**Q:** Under pressure my silicon turns into the metallic β-tin form. If the load then changes its shape but not its volume, what does that cost in energy? I'd like an estimate on paper.

**A:** Remember two sizes: tens of meV per atom for a stretch of ten per cent, and about a hundred for twenty per cent. "Stretch" here means the axial ratio, which is the height of the cell divided by its width, relative to the starting cell. The energies below come from density-functional calculations in the local-density approximation, run on atomic datasets made for another functional, PBE.

Si (I4_1/amd, a = 4.743 Å, c = 2.659 Å, not relaxed at this level), strained along c at fixed volume and fixed fractional coordinates. Ansatz 0.2.0, scalar-relativistic plane-wave PAW, LDA, no spin polarisation, cutoff 420 eV, k mesh 22×22×22, Gaussian smearing of 0.15 eV. Energies are free energies relative to the starting cell; pressure is positive in compression.

| axial ratio (over its starting value) | energy change (meV/atom) | pressure (GPa) |
| --- | --- | --- |
| 0.85 | 85.3 | 1.12 |
| 0.92 | 13.4 | -0.98 |
| 0.96 | 0.1 | -1.17 |
| 1.0 | 0.0 | -0.82 |
| 1.1 | 33.6 | 1.79 |
| 1.2 | 100.9 | 6.36 |

**Q:** The energy barely moves between 0.96 and 1.0. Which of the two is the preferred shape?

**A:** Neither row can be singled out by its energy, since a difference of 0.1 meV per atom is too small to rank them. The stresses of the same calculation are a better guide. At the preferred shape, the stress along the axis equals the stress across it, and interpolation between these two rows puts that point near 0.98. The starting cell is therefore a convenient zero, less than 1 meV per atom above the bottom.

**Q:** What sets that shape?

**A:** A simple picture is crowding, though the calculation doesn't single it out as the cause. Each atom has six near neighbours: two straight along the axis and four on slanted contacts that run mostly sideways. At fixed volume, squashing the crystal pushes the axial pair closer and lets the slanted four move apart, while stretching does the reverse. The energy rises when one group loses more by crowding than the other gains by relief.

**Q:** Then the best compromise should be six equal contacts.

**A:** That is a natural guess, and the table refutes it. The six contacts are practically equal at 0.92, yet that row lies 13.4 meV per atom above the start. A picture of repelling neighbours explains this by leverage. An axial contact takes up the whole axial strain, whereas a slanted one changes much less.

For a small increase in the ratio, the relative lengthening of the two axial contacts adds up to 4/3 of that increase. The shortening of the four slanted ones adds up to only about 1. If equal contacts push equally hard, the axial pair wins and drives the crystal taller. It stops when the axial contacts are longer than the slanted ones and push less. The direction of this argument doesn't depend on the exact law of repulsion.

**Q:** How do I turn that into a number?

**A:** Let each contact count as one over the fourth power of its length, and add up the six. The energy change is then about 2.6 eV per atom times the fractional rise of this sum. Only squares of lengths are needed, in Å²:

- f = (axial ratio)^(2/3), the factor by which the height of the cell grows at fixed volume
- axial² = 7.07 f²
- slanted² = 5.624/f + 7.07 f²/16
- S = 4/(slanted²)² + 2/(axial²)²
- energy change = 2600 meV per atom × (S/S₀ − 1), where S₀ is the sum for the starting cell

The number 7.07 is the square of the starting height, and 5.624 is a quarter of the square of the starting width. A slanted contact spans half a width and a quarter of a height, which gives the third line.

**Q:** Show me one in full.

**A:** Take the row at 1.1.

1. The height factor is f = 1.1^(2/3) = 1.0656.
2. The squared lengths are 8.028 for the axial contacts and 5.278 + 0.502 = 5.780 for the slanted ones.
3. The sum is S = 4/5.780² + 2/8.028² = 0.11973 + 0.03103 = 0.15076.
4. For the starting cell, S₀ = 4/6.066² + 2/7.07² = 0.10871 + 0.04001 = 0.14872.
5. The rise is 1.4 per cent, and 2600 × 0.014 ≈ 36 meV per atom.

The calculation gives 33.6. Keep five decimals in the sums, because the answer is a small difference between two nearly equal numbers.

**Q:** And on the squashed side?

**A:** At 0.85 the squared lengths are 6.623 for the slanted contacts and 5.693 for the axial ones, so the axial pair is now the shorter. Its share of the sum climbs from 0.0400 to 0.0617, while that of the slanted four falls from 0.1087 to 0.0912. Relief offsets most of the cost, and a net rise of 2.8 per cent remains.

That makes 73 meV per atom, against 85.3 in the table. The rule gets the size right but makes the squashed crystal too soft.

**Q:** Is that typical, or did you pick a bad row?

**A:** It is the worst row. Where the energy change exceeds 1 meV per atom, the rule stays within about 14 per cent of the calculated value. Both worked rows helped to set the prefactor, which was fitted to the whole table and then rounded. When each row in turn is left out of the fit, the typical error is about 10 meV per atom, which is the fairer figure for a shape that you haven't seen. The printed output after this text has the details.

**Q:** Where does the fourth power come from? It looks convenient.

**A:** It is convenient, but it has a basis. If the two groups of contacts are to balance at the shape where the stresses do, the exponent must be about 3.9, and I rounded that. The position of the minimum is therefore an input to the rule and no test of it.

Don't read the constants as properties of a bond. Left free, the energies prefer a somewhat smaller exponent and a larger prefactor, so the two trade against each other. Attraction between the atoms also changes with shape, and the rule lumps it together with repulsion. The sum also stops at six contacts. Four more atoms sit at about 3.1 Å, and a true inverse fourth power would give them about as much weight as the axial pair.

**Q:** Wouldn't an ordinary spring law do as well?

**A:** Over the whole table, yes. A parabola, 3.1 eV per atom times the square of the natural logarithm of the axial ratio, is quicker to use and has the smaller typical error, about 5.5 meV per atom when each row in turn is left out of its fit. Its weakness is that it puts the bottom at the starting cell instead of near 0.98: at 0.92 it overshoots by about 60 per cent, or 8 meV per atom. Use the parabola for a quick size. The contact sum does better at 0.92 but worse at 0.85, so its main merit is to show how the two groups of contacts trade places.

**Q:** Can I use either one to read off the load on my sample?

**A:** Only in part. The slope of the energy with shape gives the difference between the stress along the axis and the stress across it, but not the pressure that they share. Be careful with the pressure column as well, because it is the average of a very uneven stress. At 1.2 it reads 6.36 GPa, but the same calculation has about 11 GPa of compression across the axis and 3 GPa of tension along it. A sample under equal pressure on every side would not hold that shape. The energies belong to a crystal whose volume and shape are both imposed. That volume is the one of β-tin silicon near zero pressure. A sample under the load that forms it is denser, and its costs can differ.

**Q:** If I keep stretching, I should reach ordinary diamond silicon. Does the rule take me there?

**A:** You reach the diamond arrangement, at an axial ratio of about 2.52, but squeezed into the smaller volume of β-tin silicon. The rule can't be trusted there. At that shape the crystal is cubic, so a slight stretch costs the same along any of its three axes. Equal stretches along all three cancel when the volume is fixed, so the first-order cost must be zero and the energy curve is level. Symmetry leaves open whether the level point is a valley or a summit.

The rule puts a summit close to it, because at fixed volume the four slanted contacts are shortest exactly there. Diamond silicon at its ordinary, larger volume resists this distortion and so sits in a valley. Whether it still does when squeezed this far was not computed. What the rule lacks in either case is bond direction: four bonds at tetrahedral angles are favourable in silicon, and a sum over lengths is blind to angles. Stay between 0.85 and 1.2, and don't use the rule for the energy difference or the barrier between the two forms.

**Q:** What can I carry over to another material?

**A:** The leverage argument, rather than the 2.6 eV. White tin has the same arrangement of atoms, and it too is known to have four shorter contacts and two longer ones along the axis, as the argument leads you to expect. For another crystal in which one group of near contacts lengthens as the other shortens, imagine all of them equally long and add up the relative changes within each group. The group with the larger sum should end up longer, unless bond directions decide the matter. The scale of the energy has to come from at least one calculated or measured distortion of that material.

Output of the analysis:

```
quarter of a squared at the start, A^2; one sixteenth of c squared is the slanted square less this: 5.624
rule by hand (sums in 0.001 A^-4, energies in meV/atom):
   row       f  slanted_sq_A2  axial_sq_A2  four_slanted  two_axial    sum  rise_percent   rule     miss
  0.85  0.8973          6.623        5.693         91.18      61.71  152.9         2.806  72.97   -12.33
  0.92  0.9459          6.341        6.326         99.49      49.97  149.5        0.4964  12.91  -0.4929
  0.96  0.9732          6.198        6.696         104.1      44.61  148.7       0.01915  0.498    0.398
   1.0       1          6.066         7.07         108.7      40.01  148.7             0      0        0
   1.1   1.066           5.78        8.028         119.7      31.03  150.8         1.385  36.01    2.412
   1.2   1.129          5.544        9.016         130.1       24.6  154.8         4.057  105.5    4.589
fit of energy_change on 6 rows: coefficient of rise 2649 +/- 114; rms 5.37, worst 0.85 -11, leave-one-out rms 9.62
fit of energy_change on 6 rows: coefficient of L**2 3102 +/- 119; rms 4.8, worst 0.92 8.16, leave-one-out rms 5.51
fit of energy_change on 6 rows: coefficient of (4*slant**(-s/2) + 2*axial**(-s/2))/(4*(asq + csq/16)**(-s/2) + 2*csq**(-s/2)) - 1 3265 +/- 61, s 3.65; rms 2.1, worst 0.92 3.92, leave-one-out rms 6.32
largest miss of the rounded rule on the four rows above 1 meV, percent: 14.46
largest miss of the parabola on the same rows, percent: 60.93
axial ratio where the stress difference vanishes: 0.9826
depth of that minimum below row 1.0 from the stresses, meV/atom: 0.7366
summed relative shortening of four slanted contacts per unit log ratio (two axial ones lengthen by 4/3): 1.051
exponent that balances the contacts at that minimum: 3.938
axial ratio of the diamond shape: 2.523
rule outside its range at ratio 2.0, eV/atom: 0.7354
rule outside its range at ratio 2.52, eV/atom: 0.8338
rule outside its range at ratio 3.0, eV/atom: 0.7198
```
